\section*{Translational sum rule for derivative couplings}

A free ion in uniform motion is not excited by moving, yet the derivative coupling between its 1s and 2p states is finite. This guide derives the sum rule behind that fact. At each \textbf{Predict}, write your answer down before reading on. Atomic units are used ($\hbar=m_e=e=4\pi\varepsilon_0=1$): energies in hartree ($E_h$), lengths in bohr, couplings in bohr$^{-1}$.

\subsection*{1. Premises and conventions}

(P1) The electronic Hamiltonian is nonrelativistic and field-free, with clamped point nuclei at $\mathbf R=\{\mathbf R_A\}$:
\begin{equation}
H(\mathbf R)=-\tfrac12\sum_i\nabla_i^2+V,\qquad
V=-\sum_{i,A}\frac{Z_A}{|\mathbf r_i-\mathbf R_A|}+\sum_{i<j}\frac{1}{r_{ij}}+\sum_{A<B}\frac{Z_AZ_B}{R_{AB}}.
\label{H}
\end{equation}
(P2) $\psi_I$ and $\psi_J$ are exact, orthonormal bound eigenfunctions with energies $E_I$ and $E_J$. They decay exponentially, so integrations by parts leave no surface term and $\mathbf r_i\psi$ is again a function on which $H$ is Hermitian.

(P3) The derivative coupling is
\begin{equation}
\mathbf d^A_{IJ}=\langle\psi_I|\nabla_A\psi_J\rangle ,
\label{d}
\end{equation}
with the gradient acting on the ket, at fixed electronic coordinates in a space-fixed frame. Differentiating $\langle\psi_I|\psi_J\rangle=\delta_{IJ}$ gives $\mathbf d^A_{JI}=-(\mathbf d^A_{IJ})^*$, so the order of the labels fixes a sign.

Two abbreviations: $\nabla=\sum_i\nabla_i$ and $\mathbf r=\sum_i\mathbf r_i$.

\subsection*{2. Translating everything}

Let $T(\mathbf a)$ shift all electrons, $[T(\mathbf a)\psi](\{\mathbf r_i\})=\psi(\{\mathbf r_i-\mathbf a\})$, and let $\mathbf R+\mathbf a$ be the geometry with all nuclei shifted by $\mathbf a$. The kinetic energy commutes with $T$. The potential depends on coordinate differences only, so $V(\{\mathbf r_i-\mathbf a\};\mathbf R)=V(\{\mathbf r_i\};\mathbf R+\mathbf a)$. Hence
\begin{equation}
H(\mathbf R+\mathbf a)=T(\mathbf a)\,H(\mathbf R)\,T(\mathbf a)^{-1}.
\end{equation}

\textbf{Predict.} Does it follow that $\psi_J(\mathbf R+\mathbf a)=T(\mathbf a)\psi_J(\mathbf R)$?

Not quite. It follows that $T(\mathbf a)\psi_J(\mathbf R)$ is an eigenfunction of $H(\mathbf R+\mathbf a)$ with the unchanged energy $E_J$. An eigenfunction is fixed only up to a phase, or up to a unitary mixing inside a degenerate level, so in general
\begin{equation}
\psi_J(\mathbf R+\mathbf a)=\sum_{K}T(\mathbf a)\psi_K(\mathbf R)\,U_{KJ}(\mathbf a),\qquad U(0)=1,
\label{gauge}
\end{equation}
where $U_{KJ}$ vanishes unless $E_K=E_J$.

Now take the gradient with respect to $\mathbf a$ at $\mathbf a=0$. On the left every nuclear position carries $+\mathbf a$, and the chain rule gives $\sum_A\nabla_A\psi_J$. On the right every electronic position carries $-\mathbf a$, which gives $-\nabla\psi_J$, and $U$ adds $\sum_K\psi_K\boldsymbol\Gamma_{KJ}$ with $\boldsymbol\Gamma=\nabla_{\mathbf a}U|_0$. Projection on $\psi_I$ yields
\begin{equation}
\sum_A\mathbf d^A_{IJ}=-\langle\psi_I|\nabla|\psi_J\rangle+\boldsymbol\Gamma_{IJ}.
\end{equation}
For $E_I\neq E_J$ the term $\boldsymbol\Gamma_{IJ}$ is zero whatever the choice of $U$. For $E_I=E_J$ we adopt the convention $U=1$, in which states are carried along rigidly. Then in all cases
\begin{equation}
\sum_A\mathbf d^A_{IJ}=-\langle\psi_I|\nabla|\psi_J\rangle=-i\langle\psi_I|\mathbf P|\psi_J\rangle ,
\label{vel}
\end{equation}
where $\mathbf P=-i\nabla$ is the total electronic momentum. This velocity form used nothing but the translational covariance of $H$.

\subsection*{3. From momentum to dipole}

\textbf{Predict.} Evaluate $[H,x]$ for one electron, with its sign. Which premise lets you discard the potential?

For any smooth $f$, $\partial_x^2(xf)=x\,\partial_x^2f+2\,\partial_xf$, so $[-\tfrac12\partial_x^2,x]f=-\partial_xf$. The $y$ and $z$ derivatives commute with $x$. The potential of (P1) is a multiplicative function of the coordinates and commutes with $x$ as well. Summing over components and electrons,
\begin{equation}
[H,\mathbf r]=-\nabla .
\label{comm}
\end{equation}
Between eigenstates let $H$ act to the left in $H\mathbf r$ and to the right in $\mathbf rH$, which (P2) allows:
\begin{equation}
\langle\psi_I|[H,\mathbf r]|\psi_J\rangle=(E_I-E_J)\langle\psi_I|\mathbf r|\psi_J\rangle .
\end{equation}
The left side is $-\langle\psi_I|\nabla|\psi_J\rangle$, the right side of Eq.~\eqref{vel}. The sum rule is therefore
\begin{equation}
\boxed{\;\sum_A\mathbf d^A_{IJ}=-\langle\psi_I|\sum_i\nabla_i|\psi_J\rangle=-(E_J-E_I)\,\langle\psi_I|\sum_i\mathbf r_i|\psi_J\rangle\;}
\label{rule}
\end{equation}
With the electronic dipole operator $\boldsymbol\mu=-\mathbf r$ the last member reads $(E_J-E_I)\boldsymbol\mu_{IJ}$. For $I\ne J$ a shift of the origin adds a constant times $\langle\psi_I|\psi_J\rangle=0$, so the result has no origin dependence.

\textbf{Predict.} Name the two ways in which the sum can vanish.

Either the transition dipole is zero, or the gap is. A degenerate pair has a vanishing sum however large its dipole element, and so does $I=J$, since a bound state carries no mean momentum. The sum is finite exactly for pairs that are both dipole-allowed and nondegenerate.

\subsection*{4. A second route, through forces}

Differentiate $H\psi_J=E_J\psi_J$ with respect to $\mathbf R_A$ and project on $\psi_I$, $I\neq J$. The term in $\nabla_AE_J$ drops by orthogonality, and $\langle\psi_I|H=E_I\langle\psi_I|$, which leaves the off-diagonal Hellmann--Feynman relation
\begin{equation}
\mathbf d^A_{IJ}=\frac{\langle\psi_I|(\nabla_AV)|\psi_J\rangle}{E_J-E_I},\qquad E_I\ne E_J .
\label{HF}
\end{equation}
Because $V$ depends on differences only, $\sum_A(\nabla_AV)=-(\nabla V)$. Also $[H,\nabla]=[V,\nabla]=-(\nabla V)$. The summed numerator is thus $\langle\psi_I|[H,\nabla]|\psi_J\rangle=(E_I-E_J)\langle\psi_I|\nabla|\psi_J\rangle$, and division by $E_J-E_I$ returns Eq.~\eqref{vel}. No phase convention entered, as expected for unequal energies.

\subsection*{5. The hydrogenic ion}

With one nucleus of charge $Z$ the sum has a single term, $\mathbf d_{IJ}$. Take $I=1s$, $J=2p_z$, real and normalised, with $r$ and $z$ measured from the nucleus:
\begin{equation}
\psi_{1s}=\sqrt{\frac{Z^3}{\pi}}\,e^{-Zr},\qquad
\psi_{2p}=\sqrt{\frac{Z^5}{32\pi}}\;z\,e^{-Zr/2},\qquad
\Delta=E_{2p}-E_{1s}=-\frac{Z^2}{8}+\frac{Z^2}{2}=\frac{3Z^2}{8}.
\end{equation}

\textbf{Predict.} How does the coupling scale with $Z$, and what is its sign? Picture the $2p_z$ orbital pushed slightly towards $+z$ while the 1s orbital stays put.

Lengths scale as $1/Z$, so a gradient scales as $Z$. The push moves the negative lobe onto the 1s density, the overlap turns negative, and so $d_z<0$. The $x$ and $y$ components vanish by reflection symmetry.

All three forms share the normalisation product $N=Z^4/(4\sqrt2\,\pi)$, the exponent $\kappa=3Z/2$, the angular integral $\int\cos^2\theta\,d\Omega=4\pi/3$, and $\int_0^\infty r^ne^{-\kappa r}dr=n!/\kappa^{n+1}$.

\emph{Length form.}
\begin{equation}
z_{12}\equiv\langle1s|z|2p\rangle=N\,\frac{4\pi}{3}\,\frac{4!}{\kappa^5}=\frac{128\sqrt2}{243\,Z}=\frac{0.745}{Z},
\end{equation}
\begin{equation}
d_z=-\Delta\,z_{12}=-\frac38\cdot\frac{128\sqrt2}{243}\,Z=-\frac{16\sqrt2}{81}\,Z=-0.279\,Z\ \text{bohr}^{-1}.
\label{res}
\end{equation}

\emph{Velocity form.} Integrate by parts and use $\partial_z\psi_{1s}=-Z(z/r)\psi_{1s}$:
\begin{equation}
d_z=-\langle1s|\partial_z|2p\rangle=\langle\partial_z1s|2p\rangle=-ZN\,\frac{4\pi}{3}\,\frac{3!}{\kappa^4}=-\frac{16\sqrt2}{81}\,Z .
\end{equation}

\emph{Force form.} Since $\nabla_A|\mathbf r-\mathbf R_A|^{-1}=(\mathbf r-\mathbf R_A)/|\mathbf r-\mathbf R_A|^3$, the $z$ component of $\nabla_AV$ is $-Zz/r^3$, and
\begin{equation}
h_z\equiv\langle1s|(-Zz/r^3)|2p\rangle=-ZN\,\frac{4\pi}{3}\,\frac{1!}{\kappa^2}=-\frac{2\sqrt2}{27}Z^3,\qquad
\frac{h_z}{\Delta}=-\frac{16\sqrt2}{81}Z .
\end{equation}
The three integrals weight different radii and agree because the states are exact. Reversing the phase of either orbital reverses $d_z$ and $z_{12}$ together. The magnitude $0.279\,Z$ and the product $d_zz_{12}=-\Delta z_{12}^2$ are free of conventions.

\textbf{Predict.} The pair $2s$, $2p_z$ is dipole-allowed. What is its coupling?

With $\psi_{2s}=\sqrt{Z^3/8\pi}\,(1-Zr/2)e^{-Zr/2}$ and normalisation product $Z^4/16\pi$, the dipole element is $(Z^4/16\pi)(4\pi/3)(24-60)/Z^5=-3/Z$, larger than $z_{12}$. The gap is zero, so the coupling must vanish. Directly, the angular average of $\partial_z(ze^{-Zr/2})$ is $(1-Zr/6)e^{-Zr/2}$, and $\int_0^\infty r^2(1-Zr/2)(1-Zr/6)e^{-Zr}dr=(2-4+2)/Z^3=0$.

\subsection*{6. Infinite separation}

The sum rule fixes a total. To see how it is shared, place the ion $A$ at the origin and a bare nucleus of charge $Z_B\neq Z$ at $D\hat{\mathbf z}$, and follow two nondegenerate states that keep the electron on $A$ as $D$ grows.

\textbf{Predict.} With which power of $D$ does $\mathbf d^B_{IJ}$ fall off?

For $r\ll D$ the attraction to $B$ is $-Z_B(1/D+z/D^2+\dots)$, and its derivative with respect to the position of $B$ along $z$ is $Z_B/D^2+2Z_Bz/D^3+\dots$. The first term, like the derivative of the nuclear repulsion, is a constant and drops by orthogonality. Equations \eqref{HF} and \eqref{rule} then give, to leading order,
\begin{equation}
d^B_z=\frac{2Z_B\,z_{IJ}}{(E_J-E_I)\,D^3},\qquad
d^A_z=-(E_J-E_I)\,z_{IJ}-d^B_z,\qquad
\frac{d^B_z}{d^A_z}\simeq-\frac{2Z_B}{(E_J-E_I)^2D^3}.
\label{asym}
\end{equation}
The spectator decouples as $D^{-3}$, while the nucleus that carries the electron keeps a constant coupling.

\textbf{Predict.} Is the limit of $d^A_z$ for the lowest excited axial states equal to $-0.279\,Z$?

No. The term $-Z_Bz/D^2$ couples the degenerate $2s$ and $2p_z$ through the element $+3Z_B/(ZD^2)$, whereas the terms that split them diagonally start at $D^{-3}$. As $D\to\infty$ the adiabatic states become the Stark combinations $(2s\pm2p_z)/\sqrt2$. Parity gives $\langle1s|z|2s\rangle=0$, so each combination has $d^A_z\to\mp16Z/81=\mp0.198\,Z$. The sum of squares over the two equals the square of Eq.~\eqref{res}. The $2p_x$ state is not mixed and retains $d^A_x\to-0.279\,Z$.

In a collision one uses the radial coupling. Hold the electron fixed relative to a point $O$ on the axis, with $A$ at $O-\gamma D$ and $B$ at $O+(1-\gamma)D$. The chain rule gives
\begin{equation}
\langle\psi_I|\partial_D\psi_J\rangle=-\gamma\,d^A_z+(1-\gamma)\,d^B_z\;\longrightarrow\;\gamma\,(E_J-E_I)\,z_{IJ}.
\end{equation}
It survives at infinite separation for every origin except $\gamma=0$, the nucleus $A$ itself, and that choice fails for pairs of states in which the electron sits on $B$.

\subsection*{7. What the coupling does}

Let the isolated ion move as $\mathbf R(t)=\mathbf vt$ and expand $\Psi=\sum_Jc_J(t)\psi_J(\mathbf R(t))$ over all eigenstates, continuum included. Since $\partial_t\psi_J=\mathbf v\cdot\nabla_A\psi_J$, projection of $i\partial_t\Psi=H\Psi$ on $\psi_I$ gives
\begin{equation}
i\dot c_I=E_Ic_I-i\,\mathbf v\cdot\sum_J\mathbf d_{IJ}c_J .
\end{equation}
By Eq.~\eqref{vel}, $-i\mathbf v\cdot\mathbf d_{IJ}=-\mathbf v\cdot\mathbf P_{IJ}$, so the coefficients evolve under $H-\mathbf v\cdot\mathbf P$.

\textbf{Predict.} Find the exact eigenstates of this operator.

From $e^{i\mathbf v\cdot\mathbf r}\mathbf Pe^{-i\mathbf v\cdot\mathbf r}=\mathbf P-\mathbf v$ and $\tfrac12(\mathbf P-\mathbf v)^2=\tfrac12\mathbf P^2-\mathbf v\cdot\mathbf P+\tfrac12v^2$,
\begin{equation}
H-\mathbf v\cdot\mathbf P=e^{i\mathbf v\cdot\mathbf r}He^{-i\mathbf v\cdot\mathbf r}-\tfrac12v^2 .
\label{boost}
\end{equation}
The eigenstates are $e^{i\mathbf v\cdot\mathbf r}\psi_J$ with eigenvalues $E_J-v^2/2$. The clamped-nucleus state has zero mean momentum, while the electron of a moving ion has mean momentum $\mathbf v$. The coupling builds the missing plane wave, the electron translation factor, and causes no transitions between the states that include it.

First-order perturbation theory confirms this. With $\mathbf v$ along $z$ and $d_{2p,1s}=+\Delta z_{12}$, the $2p_z$ admixture in the ground state is $-iv\Delta z_{12}/(E_{1s}-E_{2p})=ivz_{12}$, the linear term of $\langle2p|e^{ivz}|1s\rangle$. The full amplitude follows from $\int e^{-\kappa r+ivz}d^3r=8\pi\kappa/(\kappa^2+v^2)^2$ by applying $-iN\partial_v$, which brings down the factor $z$:
\begin{equation}
\langle2p|e^{ivz}|1s\rangle=\frac{32i\pi N\kappa v}{(\kappa^2+v^2)^3}=\frac{ivz_{12}}{\left(1+4v^2/9Z^2\right)^{3}} .
\label{form}
\end{equation}
The linear term is adequate for $v\ll Z$, the orbital velocity. If the coefficients start instead from the bare 1s state, the first-order solution is $c_{2p}=ivz_{12}(e^{-iE_{1s}t}-e^{-iE_{2p}t})$, as substitution shows. The population $4v^2z_{12}^2\sin^2(\Delta t/2)$ oscillates without end, so bare adiabatic populations have no asymptotic limit.

The second-order energy of the ground state must equal the exact shift in Eq.~\eqref{boost}, which gives $\sum_J|d_{z,IJ}|^2/(E_J-E_I)=\tfrac12$. By Eq.~\eqref{rule} this is the Thomas--Reiche--Kuhn rule $\sum_J2(E_J-E_I)|z_{IJ}|^2=1$. The $2p_z$ term is $2\Delta z_{12}^2=8192/19683=0.416$, the oscillator strength of the $1s\to2p$ line: a two-state treatment recovers only this fraction of the shift.

\subsection*{8. Range of validity}

\emph{Finite atom-centred bases.} Let $\psi_J=\sum_\nu c_{\nu J}\chi_\nu$, with real one- or many-electron functions that follow the nuclei and with $\mathbf H\mathbf c=E\,\mathbf S\mathbf c$.

\textbf{Predict.} Which equality in Eq.~\eqref{rule} survives?

A rigid translation leaves the matrices $\mathbf H$ and $\mathbf S$, hence the coefficients, unchanged, and Eq.~\eqref{gauge} holds with $U=1$. The first equality is exact in any such basis. The whole sum comes from the basis-motion term $\langle\chi_\mu|\nabla_A\chi_\nu\rangle$. Its symmetric half is $\tfrac12\nabla_AS_{\mu\nu}$, which sums to zero over $A$, so the antisymmetric half carries everything, and a coupling computed without it sums to zero. The second equality needs more. With $Q$ the projector on the complement of the basis, inserting $1=(1-Q)+Q$ beside $\mathbf r$ gives
\begin{equation}
-\langle\psi_I|\nabla|\psi_J\rangle=(E_I-E_J)\langle\psi_I|\mathbf r|\psi_J\rangle+\langle\psi_I|HQ\mathbf r-\mathbf rQH|\psi_J\rangle .
\end{equation}
The remainder vanishes if $\mathbf r\psi_I$ and $\mathbf r\psi_J$ lie in the basis, or if both states are exact. The velocity form therefore tests an implementation, and the mismatch between velocity and length forms tests the wave functions.

\emph{Momentum-dependent terms.} Nonlocal pseudopotentials, spin--orbit coupling and the Dirac Hamiltonian are translation covariant, so Eq.~\eqref{vel} stands, but Eq.~\eqref{comm} changes and the length form with it. For a hydrogenic ion the relativistic changes are of relative order $(Z\alpha)^2$, with $\alpha$ the fine-structure constant. They also split $2s$ from $2p_{3/2}$, so the Stark limit of Section 6 is a property of the Hamiltonian \eqref{H}.

\emph{Fields and boundaries.} A magnetic field replaces $T$ by a translation combined with a gauge phase and alters both equalities. A basis or grid fixed in space breaks the first. In a periodic crystal $\mathbf r\psi$ violates the boundary conditions, (P2) fails, and the velocity form is the one to use directly.

\emph{Degeneracies.} At $E_I=E_J$ the rule needs the convention $U=1$. Near a conical intersection the individual $\mathbf d^A_{IJ}$ diverge as the inverse gap, while their sum goes to zero with the gap, since the dipole element stays bounded.

\subsection*{9. Numerical illustration: Li$^{2+}$}

\textbf{Predict.} Scale the results of Section 5 to $Z=3$.

The gap is $\Delta=3.375\,E_h=91.8$ eV and the dipole element is $z_{12}=0.248$ bohr. The force element is $h_z=-2\sqrt2=-2.83\,E_h$/bohr. Both $-\Delta z_{12}$ and $h_z/\Delta$ give
\begin{equation}
d_z(1s,2p_z)=-\frac{16\sqrt2}{27}=-0.838\ \text{bohr}^{-1}=-1.58\ \text{\AA}^{-1}.
\end{equation}
Here $(Z\alpha)^2=4.8\times10^{-4}$, so relativity enters at about the fourth figure, and three are printed.

Two illustrative inputs show the consequences, and the numbers that follow are the model's. For a proton at $D=10$ bohr, Eq.~\eqref{asym} gives $d^B_z/d^A_z=-1.8\times10^{-4}$; the Stark shift $3Z_B/(ZD^2)=0.010\,E_h$ of the gap does not reach the second figure. The Stark states tend to $d^A_z=\mp0.593$ bohr$^{-1}$. For the isolated ion at $v=0.1$ atomic units, a kinetic energy of 248 eV per atomic mass unit, the ground state carries a bare $2p_z$ weight $v^2z_{12}^2=6.17\times10^{-4}$ in first order and $6.15\times10^{-4}$ from Eq.~\eqref{form}. Started from the bare 1s state, the $2p_z$ population swings between zero and $2.5\times10^{-3}$ with period $2\pi/\Delta=45$ attoseconds.